Boron phosphide stretched: filling a gap in an energy curve

The question

A crystal has one volume at which its energy is lowest. Squeeze it and it pushes back; stretch it and it pulls back. The table follows boron phosphide through seven volumes, computed in the local density approximation (LDA) with the nuclei at rest. For two of the stretched volumes the results are held back. Can the other five rows supply them?

ABINIT 10.8.3, plane-wave DFT with the LDA-Teter functional and PseudoDojo NC SR LDA v0.4.1 standard pseudopotentials, for boron phosphide (F-43m, 2 atoms per cell) without spin polarisation. The wave cutoff is 1034.03 eV, the k mesh 10×10×10 and the Fermi–Dirac smearing 0.05 eV. Energies are counted from the minimum of the fitted energy–volume curve.

```
volume (Å³/atom)  energy (meV/atom)  pressure (GPa)
           10.98               5.29           5.290
           11.21               0.40           1.360
           11.45               0.97          -2.200
           11.68                  ?               ?
           11.92                  ?               ?
           12.15              30.57         -11.010
           12.38              48.34         -13.410
```

The energy is counted from the minimum of the curve. A positive pressure means that the crystal is squeezed; a negative one means tension, the pull needed to hold it open. The pressure changes sign between 11.21 and 11.45 Å³/atom, so the crystal is at rest somewhere between these two volumes. Both withheld rows lie on the stretched side.

What happens to the bonds

Boron phosphide has the zincblende structure. Each atom sits at a site fixed by symmetry, with four neighbours of the other kind. When the cubic cell grows, the atoms have no way to shift or rotate out of the strain. Every distance scales with the length of the B–P bond, so the energy depends on that one length, and the bond itself should dominate the curve.

At rest, the attraction of the bond balances the repulsion between atoms that are pushed too close together. The repulsion changes much more steeply with distance, and it is the source of the stiffness; in simple bond models the attraction even lowers it. As the bonds lengthen it fades quickly, so each further stretch should meet less resistance. This cause is argued, not shown: the table can show the softening but doesn't separate the two forces.

The softening is plain in the known rows. The volumes agree with even steps of 2 % of the given cell. Over the first step the pressure falls by 5.29 − 1.36 = 3.93 GPa, over the last by only 13.41 − 11.01 = 2.40 GPa. Expressed as a bulk modulus, the resistance to a relative change of volume, that is a drop from 187 to 126 GPa, or about a third.

Why a constant spring fails

The simplest forecast would treat the crystal as a spring of constant stiffness, with pressure falling along a straight line as volume grows. Such a line, drawn through the three rows nearest the minimum, can be tried on the known row at 12.38 Å³/atom. It gives −17.2 GPa, where the calculation has −13.41 GPa. The line pulls too hard for two reasons. One is geometry: volume grows as the cube of the bond length and the pull is spread over a growing area, so even a bond of constant stiffness would bend the pressure curve. The other is that the bonds themselves soften. Near the minimum the bend is proportional to 1 + B′, where B′ is the fall of the bulk modulus per GPa of tension. A straight line has B′ = −1 and a bond of constant stiffness B′ = 1, while the known energies give 3.75. Geometry should thus supply 2 parts in 4.75, about two-fifths of the bend, and the softening of the bonds the rest.

A straight line between the two known rows on either side of the gap should do better, but it must err as well. The pressure drops steeply at first and more gently later, so the true curve must sag below any line that joins two of its points. The forecast has to include this sag.

A curve that softens

The Birch–Murnaghan form has the softening built in. It writes the energy E as a short power series in a measure of strain, y:

y = (V_g / V)^(2/3) − 1

E = a + b y + c y² + d y³

Here V is the volume and V_g that of the given cell, 11.68 Å³/atom. The pressure P is minus the slope of the energy:

P = −dE/dV

The four constants of the energy form were fitted to the five known energies. The pressure form that follows from it has three constants, and these were fitted separately to the five known pressures. An equilibrium volume and a bulk modulus were also reported for this set of runs, but they presumably draw on all seven rows, so the forecast makes no use of them.

Take the row at 11.92 Å³/atom, which was not part of the fit. Its volume is 1.02 times that of the given cell, so y = (1/1.02)^(2/3) − 1 = −0.0131. The four terms of the series, in meV/atom, then add up to

E = 6.49 + 7.71 + 2.30 + 0.00 = 16.5

The last term is tiny, mainly because a small strain enters as its cube. Its constant d is also small beside c: in this form the cubic term, counted from the minimum, vanishes when the bulk modulus falls by 4 GPa for each GPa of tension, and the known energies give 3.75 for boron phosphide.

The forecast

Both energies should lie between those at 11.45 and 12.15 Å³/atom, and the one at 11.92 should be two to three times the one at 11.68. Both pressures should be negative and lie about 0.3 GPa below the straight line joining the neighbouring known rows. In numbers:

At 11.68 Å³/atom: energy 6.49 ± 0.05 meV/atom, pressure −5.43 ± 0.05 GPa.

At 11.92 Å³/atom: energy 16.49 ± 0.05 meV/atom, pressure −8.35 ± 0.05 GPa.

The ranges are a judgement. They allow for the rounding of the results and for slight numerical scatter from one volume to the next.

The result

The withheld rows as computed:

```
volume (Å³/atom)  energy (meV/atom)  pressure (GPa)
           11.68               6.49          -5.430
           11.92              16.50          -8.350
```

All four values fall within their ranges. The energies miss by less than 0.01 meV/atom and the pressures by less than 0.01 GPa, so the ranges were too cautious. The qualitative forecasts hold too: the energy at 11.92 Å³/atom is about two and a half times that at 11.68, and both pressures sag below the line by the expected amount. The given cell is under tension because the reported equilibrium volume, 11.305 Å³/atom, lies 3.23 % below it. The LDA usually gives cells that are too small, so this tension describes the calculation and need not hold for the real crystal at that volume.

The hits have a simple reason. The gap lies between known rows, the crystal stays in the same state throughout (its band gap on the mesh stays open and widens smoothly from the first volume to the last), and only one length is free to change. Under these conditions a smooth curve with the right softening has little room to go astray, and other forms with as many constants should do about as well; the hits do not single out Birch–Murnaghan. The constant spring had no such luck: at 11.92 Å³/atom it overstates the tension by 1.4 GPa, about a sixth of the computed value. The output printed below sets the two models side by side.

Two columns that do not quite agree

Since pressure is the slope of the energy, one might hope to obtain the withheld energies from the pressures alone, by adding up the work of stretching. This route gives an energy at 11.92 Å³/atom that is 0.16 meV/atom above the direct forecast, three times the range stated there. In the known rows the pressures lie 0.04 to 0.06 GPa below the slope of the fitted energies, and this small excess of tension adds up along the way.

The likely cause is a known feature of plane-wave calculations; only one cutoff was run, so it is not tested here. The pressure is worked out as if the set of waves stretched with the crystal, which makes the description slightly coarser and adds a spurious pull, called Pulay stress. The energies, by contrast, are computed with a fresh set of waves at each volume.

A rule for the next curve

To fill a gap in a curve of this kind, fit a form that softens, use known rows on both sides of the gap, and predict energies from energies and pressures from pressures. Beyond the last known row the same curve deserves less trust. That should matter most under compression, where the pressure climbs steeply and only two rows hold the curve in place.

The analysis program printed:

```
fit of energy on 5 rows: constant 6.488 +/- 0.00044, coefficient of y -587.6 +/- 0.021, coefficient of y2 13346 +/- 0.41, coefficient of y3 -1612 +/- 15; rms 0.000195, worst 11.21 0.000302, leave-one-out rms 0.00178
  rows outside the fit (model, value, miss): 11.68 6.488, 6.49, -0.00219; 11.92 16.49, 16.5, -0.00644
fit of pressure on 5 rows: coefficient of g0 -5.429 +/- 0.0026, coefficient of g1 243.9 +/- 0.045, coefficient of g2 -40.07 +/- 2.3; rms 0.00193, worst 12.15 0.0033, leave-one-out rms 0.00546
  rows outside the fit (model, value, miss): 11.68 -5.429, -5.43, 0.00147; 11.92 -8.354, -8.35, -0.00403
fit of pressure on 3 rows (k < 0): constant 181.2 +/- 5.1, coefficient of v -16.03 +/- 0.46; rms 0.0872, worst 11.21 0.123, leave-one-out rms 0.32
  rows outside the fit (model, value, miss): 11.68 -6.007, -5.43, -0.577; 11.92 -9.752, -8.35, -1.4; 12.15 -13.5, -11.01, -2.49; 12.38 -17.24, -13.41, -3.83
mean bulk modulus between 10.98 and 11.21 A^3/atom, GPa: 186.7
mean bulk modulus between 12.15 and 12.38 A^3/atom, GPa: 126
fall of the modulus between these two pairs, percent: 32.5
pressure forecast less straight line between neighbours at 11.68, GPa: -0.2919
pressure forecast less straight line between neighbours at 11.92, GPa: -0.2807
equilibrium volume from known energies, A^3/atom: 11.3
bulk modulus from known energies, GPa: 174.2
modulus slope from known energies: 3.751
most negative pressure offset from energy slope in known rows, GPa: -0.06101
least negative pressure offset from energy slope in known rows, GPa: -0.03759
energy by pressure route less energy forecast at 11.68, meV/atom: 0.0837
energy by pressure route less energy forecast at 11.92, meV/atom: 0.1616
```
